**Q:** I drew this adduct of borane and phosphorus trifluoride with a minus sign on boron and a plus sign on phosphorus. Then I looked at the computed charges.

Hirshfeld charges of the atoms in the borane–phosphorus trifluoride adduct BH₃–PF₃ (neutral singlet, gas phase), one atom per row. Calculated with PySCF 2.14.0 at the PBE0/6-311G(d,p) level, as a single point on a GFN2-xTB geometry.

| row | hirshfeld charge (e) | computed element |
| --- | --- | --- |
| 1 | -0.138 | B |
| 2 | 0.628 | P |
| 3 | -0.122 | F |
| 4 | -0.122 | F |
| 5 | -0.121 | F |
| 6 | -0.042 | H |
| 7 | -0.041 | H |
| 8 | -0.042 | H |

Boron comes out slightly more negative than fluorine. How can that be, when fluorine is the atom that pulls hardest on electrons?

**A:** Pull is only half of what decides an atom's charge. The other half is who supplied the electrons of the bond. In a P–F bond each atom brings one electron, so equal sharing would leave both neutral, and a charge appears only because fluorine takes more than its half. In the B–P bond phosphorus brings both electrons, as a lone pair, and boron brings an empty orbital. Even a modest share of that pair is then a net gain for boron.

**Q:** Can I see that in the numbers, or is it just the way chemists draw the bond?

**A:** The numbers show the direction of the transfer, and its size as this kind of charge counts it. Add the charges of boron and its three hydrogens, and the BH₃ half carries −0.263 e, which has come from the PF₃ half. Each fluorine has gained only about 0.12 e, so the single B–P bond moves roughly twice as much charge as one P–F bond. That the lone pair is what moves is the standard theory of such donor–acceptor bonds; the charges agree with it but record only the net flow.

**Q:** Then why is phosphorus so strongly positive?

**A:** It loses electrons on both sides. The three fluorines together take 0.365 e through ordinary bond polarity, and BH₃ takes 0.263 e through the shared lone pair. The two add up to the 0.628 e that phosphorus lacks. Boron is in the opposite position: it receives from phosphorus and passes nothing on to a strongly electronegative neighbour.

**Q:** Could electronegativity alone explain boron after all, if I chose the scale well?

**A:** No, because on the usual scales it gets the sign wrong. Boron is a little less electronegative than hydrogen and phosphorus, so all four of its neighbours should draw electrons away and leave it positive. A simple model makes this concrete:

$$q_A = k\sum_{B}(\chi_B-\chi_A) + d\,s_A$$

Here $q_A$ is the Hirshfeld charge of atom $A$, the sum runs over the atoms $B$ bonded to it, and $\chi$ is electronegativity. The first term says that each bond shifts charge in proportion to the difference in pull. The second adds the donated pair, with $s_A$ equal to +1 on phosphorus, −1 on boron and zero elsewhere.

**Q:** Work it through for boron.

**A:** With rough electronegativities of 2.0 for boron and 2.2 for both hydrogen and phosphorus, the four differences add up to 0.8. The fit gives $k=0.077$ e and $d=0.213$ e, so the pull of the neighbours contributes $0.077\times0.8=+0.06$ e. Donation contributes −0.21 e, and the total is −0.15 e. The table has −0.138 e, a value that was itself part of the fit.

**Q:** How far should I trust that agreement?

**A:** Only a little, as far as the sizes go. Both constants were fitted to all eight atoms, but symmetry and neutrality leave just three independent charges. The typical miss falls from 0.09 e with electronegativity alone to 0.02 e with donation, as the output below shows. For charges of this kind, the sign of boron is the stronger argument, since no positive $k$ can produce it without the second term.

**Q:** Where does the model fail?

**A:** At hydrogen, which it makes less than half as negative as the calculation does. One possible reason is that boron hands part of the donated density on to its hydrogens, an inductive effect along the chain. Ordinary B–H polarity, stronger than the rough electronegativities suggest, would look the same. Which of the two is at work is a guess; the same analysis of free BH₃ would help to tell them apart, though that molecule is flat and so differs in shape too.

**Q:** The formal charges are a full plus and minus one. Why is the computed transfer only about a quarter of an electron?

**A:** Formal charges split the lone pair equally, one electron to each atom. In the molecule the pair may stay closer to phosphorus, and some density may flow back from the B–H bonds towards PF₃; either would make the net transfer smaller, though the charges can't show which. A further reason lies in how Hirshfeld charges are defined. At every point in space the density is divided among the atoms in proportion to what their free, neutral atoms would have there, so density that has moved into the region between two atoms is still partly credited to the one that gave it.

**Q:** Does that also explain why fluorine looks so mild?

**A:** Probably, in large part. The free phosphorus atom is diffuse and reaches well into the space around its neighbours, so it keeps a share of density that fluorine has attracted. Hirshfeld charges are generally small for this reason. Other ways of dividing the density can even make boron positive in borane adducts, so its negative sign depends on the definition and is no proof of an electron-rich boron.

**Q:** Is there a check that doesn't depend on how the density is divided?

**A:** The dipole moment is one, because it follows from the whole density. Place the charges at the nuclei, and the B–P transfer gives 2.35 D, while the P–F transfers point the other way and give −1.47 D. With a small part from the B–H bonds the sum is 1.06 D, against 0.33 D from the full density. The directions agree, but the charges leave out how the density is distorted within each atom, and when two large parts nearly cancel, that distortion matters a great deal.

**Q:** So is 0.33 D what I would measure?

**A:** Probably not. The same near-cancellation makes the dipole sensitive to bond lengths and angles, and the geometry here comes from a fast tight-binding method. A rough recalled value for the real molecule is 1.6 D. The transfer between the two halves may also change somewhat with a better geometry.

**Q:** If I bring up a positive ion, will it go to boron, the most negative atom?

**A:** The electrostatic potential on the molecular surface says otherwise. Its lowest values, −0.333 V, lie nearest the hydrogens, while near fluorine it falls only to −0.187 V, although fluorine carries the larger negative charge. An approaching ion feels every atom at once. Behind each fluorine sits the strongly positive phosphorus, whereas the hydrogens belong to the half that has gained electrons.

Output of the analysis:

```
Net electrons passed from PF3 to BH3 (e): 0.263
Electrons gained by the three F together (e): 0.365
Electrons gained by the three H together (e): 0.125
Share of the BH3 surplus that sits on H (percent): 47.53
Share of the phosphorus charge balanced by F (percent): 58.12
fit of q on 8 rows: coefficient of pull 0.1023 +/- 0.016; rms 0.0939, worst 1 0.22, leave-one-out rms 0.152
fit of q on 8 rows: coefficient of pull 0.0773 +/- 0.0045, coefficient of dative 0.2129 +/- 0.019; rms 0.0204, worst 6 0.0265, leave-one-out rms 0.0422
Charges in e:
  row  computed  electronegativity_only  with_donation  miss_with_donation
    1    -0.138                 0.08182        -0.1511             -0.0131
    2     0.628                  0.5318         0.6149             -0.0131
    3    -0.122                 -0.1841        -0.1391            -0.01714
    4    -0.122                 -0.1841        -0.1391            -0.01714
    5    -0.121                 -0.1841        -0.1391            -0.01814
    6    -0.042                -0.02045       -0.01546             0.02654
    7    -0.041                -0.02045       -0.01546             0.02554
    8    -0.042                -0.02045       -0.01546             0.02654
Dipole from point charges along the axis (debye): 1.061
Part from the B-P transfer (debye): 2.35
Part from the P-F transfers (debye): -1.473
Part from the B-H transfers (debye): 0.1841
Computed dipole less point-charge dipole (debye): -0.7301
Potential minimum near H less that near F (V): -0.146
```
